**Q:** I have six metals, each held in the diamond structure and computed with LDA and with PBEsol. Where does the choice of functional matter most?

Six metals of groups 8 to 12 in the diamond structure, each in the lowest of the magnetic starts tried. Ansatz 0.2.0, DFT with LDA and PBEsol, scalar-relativistic PAW, 420 eV cutoff, Fermi-Dirac smearing; the columns "smearing width" and "k mesh" refer to the LDA runs. Volumes and bulk moduli come from third-order Birch-Murnaghan fits, and moments are those in atomic spheres.

| element | distinct smearing widths among the runs behind the row (eV) | distinct k-meshes among the runs behind the row | Z | valence electrons | smearing width | k mesh | volume per atom, LDA (Å³) | volume per atom, PBEsol (Å³) | bulk modulus, LDA (GPa) | bulk modulus, PBEsol (GPa) | largest site moment, LDA (μB) | largest site moment, PBEsol (μB) | bulk modulus pressure derivative, LDA | volume per atom, PBEsol over volume per atom, LDA, less one (%) | bulk modulus, PBEsol over bulk modulus, LDA, less one (%) |
| --- | --- | --- | --- | --- | --- | --- | --- | --- | --- | --- | --- | --- | --- | --- | --- |
| Fe | 0.1 / 0.05 | 13x13x13 | 26 | 8 | 0.1 eV | 13×13×13 | 13.43 | 13.86 | 190 | 175 | 0.00 | 0.00 | 4.44 | 3.2 | -7.9 |
| Cu | 0.1 | 12x12x12 / 17x17x17 | 29 | 11 | 0.1 eV | 12×12×12 | 17.05 | 17.90 | 78.3 | 67.8 | 0.00 | 0.00 | 4.91 | 4.9 | -13.4 |
| Rh | 0.1 | 11x11x11 | 45 | 9 | 0.1 eV | 11×11×11 | 19.55 | 20.03 | 164 | 151 | 0.00 | 0.00 | 4.95 | 2.4 | -8.0 |
| Pd | 0.05 | 11x11x11 | 46 | 10 | 0.05 eV | 11×11×11 | 22.13 | 22.95 | 96.7 | 83.5 | 0.43 | 0.48 | 5.63 | 3.7 | -13.6 |
| Ag | 0.1 | 10x10x10 | 47 | 11 | 0.1 eV | 10×10×10 | 26.07 | 27.50 | 52.2 | 42.3 | 0.00 | 0.00 | 5.55 | 5.5 | -19.1 |
| Cd | 0.1 | 10x10x10 | 48 | 12 | 0.1 eV | 10×10×10 | 31.44 | 33.54 | 28.1 | 22.0 | 0.00 | 0.00 | 5.78 | 6.7 | -21.5 |

**A:** In relative terms it matters most for Cd, where PBEsol gives a volume 6.7% larger and a bulk modulus 21.5% lower than LDA. The volume changes least in Rh, by 2.4%, and the modulus changes least in Fe and Rh, by about 8%. The direction is the same in every row: PBEsol gives the larger and softer crystal.

**Q:** Why should PBEsol make the crystal larger?

**A:** LDA takes the exchange-correlation energy at each point from the local density alone. PBEsol also looks at how steeply the density varies, and where it varies strongly this on balance lowers the energy. When atoms move apart, their densities overlap less and the total becomes more uneven on the whole, so PBEsol is expected to reward the opening of the lattice. This is the usual account, not something computed here. What the table does show is the effect: in every row PBEsol adds an outward pressure to that of LDA.

That pressure can be read from the LDA results. At the PBEsol volume the total PBEsol pressure is zero, so the added pressure must just balance the inward pull that LDA has there. For Ag this is 2.4 GPa.

**Q:** The expansion grows from Rh through Pd and Ag to Cd. Does the added pressure grow too?

**A:** No, it falls by a factor of 2.5 from Rh to Cd. The LDA modulus falls much further, by a factor of nearly 6, and for a small change the expansion is roughly the added pressure divided by the modulus. In the limit of a perfectly rigid lattice, no added pressure would change the volume at all. Cd expands most because it resists least.

The softening itself is ordinary bonding physics. Towards the end of the d series the added electrons fill antibonding d states, until the full d shell contributes little to the bonding. Ag is then held mainly by its s and p electrons, and in Cd the s shell of the atom is full as well.

**Q:** Fe spoils that rule. It has a higher modulus than Rh, yet it expands more.

**A:** The modulus is a stiffness per volume, and an Fe atom occupies much less volume than a Rh atom. Multiplied by the volume per atom, the LDA modulus becomes an energy: 16 eV for Fe and 20 eV for Rh. Atom for atom, Fe is the softer of the two. The added pressure, multiplied by volume in the same way, is almost equal in both, a little under 0.5 eV.

Cu and Ag show the same thing from the other side. The LDA modulus of Ag is a third lower than that of Cu, yet their expansions, 5.5% and 4.9%, are close. Their stiffness per atom is nearly the same, a little over 8 eV. Modulus times volume doesn't settle so close a pair, though. Ag is slightly the stiffer of the two per atom and still expands slightly more, because its added pressure times volume is larger, 0.41 eV against 0.38 eV.

**Q:** Is the lower PBEsol modulus simply the result of the larger volume?

**A:** Not simply. The larger volume does soften the crystal, but by itself it would do so too much. Picture a spring that slackens as it is stretched, with a weight hung on it. The weight moves the spring to a softer part of its range, but a constant pull adds no stiffness of its own. If the added pressure were equally constant, the PBEsol modulus would be the LDA modulus taken at the PBEsol volume.

For Ag that limit gives a fall of 27%, while the calculation gives 19%. The other five rows err in the same direction. Here the picture of the weight fails: the push from PBEsol fades as the lattice opens. A push that weakens on expansion and strengthens on compression acts as an extra spring.

**Q:** Can you estimate that extra stiffness?

**A:** It can be read from the two moduli. The bulk modulus is −V dP/dV, where V is the volume and P the pressure. The extra stiffness is therefore the PBEsol modulus less the LDA modulus at the same volume. Divided by the added pressure, it tells how fast the push fades: if the push varies as V^(−n) near that volume, the ratio is n.

For Ag, the LDA curve gives 38.3 GPa at the PBEsol volume, and the PBEsol calculation gives 42.3 GPa. The extra stiffness is 4.0 GPa, or 1.7 times the added pressure of 2.4 GPa. When the crystal expands by 1%, the push thus weakens by about 1.7%.

Across the six metals the ratio lies between about 1.6 and 2.0, though for Fe and Rh rounding alone could shift it by 0.3 to 0.4. For Cd, the highest of the six, the pressures of the LDA runs point to a somewhat smaller ratio than the fitted curve does. The printed output below gives the steps for each metal. It also tries a fixed ratio of 4/3, the power with which an exchange pressure falls when the whole density stretches evenly with the lattice. That brings the estimates closer, but it doesn't show that the density stretches evenly. An even stretch leaves the relative unevenness unchanged, and the exchange part of PBEsol would then pull inward. For exchange to push outward, the density must change its shape as the atoms part, so 4/3 is only a trial number of about the right size.

**Q:** What would change if spin were allowed in all the LDA runs?

**A:** For Cu, Ag and Cd, very little, because their d shells are full. For Fe and Rh spin was switched off in the LDA runs, so their zero moments are imposed. In Fe a moment isn't expected: its PBEsol result is recorded as non-magnetic, not as a run without spin, and LDA usually favours moments less. For Rh the question is open. A moment usually enlarges the volume, so one in the LDA run would be expected to narrow the gap to the present PBEsol value. But the PBEsol run for Rh had no spin either, so a fair comparison would need it in both.

Pd did have spin, and it is ferromagnetic with both functionals. Its LDA moment grows from 0.31 μB in the most compressed cell to 0.43 μB at the equilibrium volume. The modulus of Pd includes the effect of that changing moment, whose size is untested.

**Q:** Which digits can I rely on?

**A:** Rounding of the volumes shifts an expansion by less than 0.1 percentage points. The LDA runs at their nominal equilibrium still hold a small pressure, worth at most about 0.3% in volume. Part of it arises only because those cells aren't exactly at the fitted volume given in the table, so 0.3% is a cautious allowance. The order from Rh to Cd is safe against both, but a difference of 0.3 percentage points or less between two rows deserves no explanation. Changes in the modulus are best read to whole per cents.

Two cautions concern the comparison itself. The k-mesh for Cu and the smearing width for Fe differ between the two functionals, with untested effects. Both functionals also use atomic datasets made for a third one, PBE, which may shift the difference between them. And because the diamond form of these metals is hypothetical, the table shows how far the functionals disagree, not which is closer to experiment.

Printed output of the fit:

```
Pressure that PBEsol adds to LDA at the PBEsol volume:
  row  from LDA curve (GPa)  from LDA run pressures (GPa)  added pressure times volume (eV per atom)  LDA modulus times volume (eV per atom)  first-order expansion (%)
   Fe                 5.584                         5.577                                      0.483                                   15.93                      2.939
   Cu                 3.381                         3.404                                     0.3777                                   8.333                      4.318
   Rh                 3.746                         3.715                                     0.4684                                   20.01                      2.284
   Pd                 3.176                         3.233                                     0.4549                                   13.36                      3.284
   Ag                 2.403                         2.399                                     0.4125                                   8.494                      4.604
   Cd                 1.507                         1.456                                     0.3154                                   5.514                      5.362
LDA modulus moved to the PBEsol volume:
  row  LDA modulus there (GPa)  change by volume alone (%)  PBEsol modulus less that (GPa)  largest rounding error of the difference (GPa)  difference over added pressure
   Fe                    164.8                      -13.26                            10.2                                           1.618                           1.827
   Cu                    61.22                      -21.82                           6.582                                          0.3201                           1.947
   Rh                    145.2                      -11.47                            5.81                                            1.41                           1.551
   Pd                    78.33                      -18.99                           5.168                                          0.3416                           1.627
   Ag                    38.33                      -26.57                           3.968                                          0.2082                           1.651
   Cd                    18.93                      -32.63                           3.068                                            0.15                           2.036
Estimates of the PBEsol modulus:
  row  with 4/3 term (GPa)  miss of volume alone (%)  miss with 4/3 term (%)  change with 4/3 term (%)
   Fe                172.2                    -5.828                  -1.574                    -9.344
   Cu                65.73                    -9.709                   -3.06                    -16.06
   Rh                150.2                    -3.848                 -0.5399                    -8.424
   Pd                82.57                    -6.189                  -1.118                    -14.62
   Ag                41.54                    -9.382                  -1.806                    -20.43
   Cd                20.94                    -13.95                  -4.815                    -25.48
rms miss of the modulus by volume alone (%): 8.793
rms miss of the modulus with 4/3 term (%): 2.576
expansion of Cd over that of Rh: 2.792
LDA modulus of Rh over that of Cd: 5.836
added pressure of Rh over that of Cd: 2.486
added pressure of Fe over that of Rh: 1.49
LDA modulus of Fe over that of Rh: 1.159
first-order expansion of Rh if it had the added pressure of Cd (%): 0.9187
largest rounding error of a volume change (percentage points): 0.07331
largest volume error implied by the LDA pressure left at volume x 1.00 (%): 0.323
```
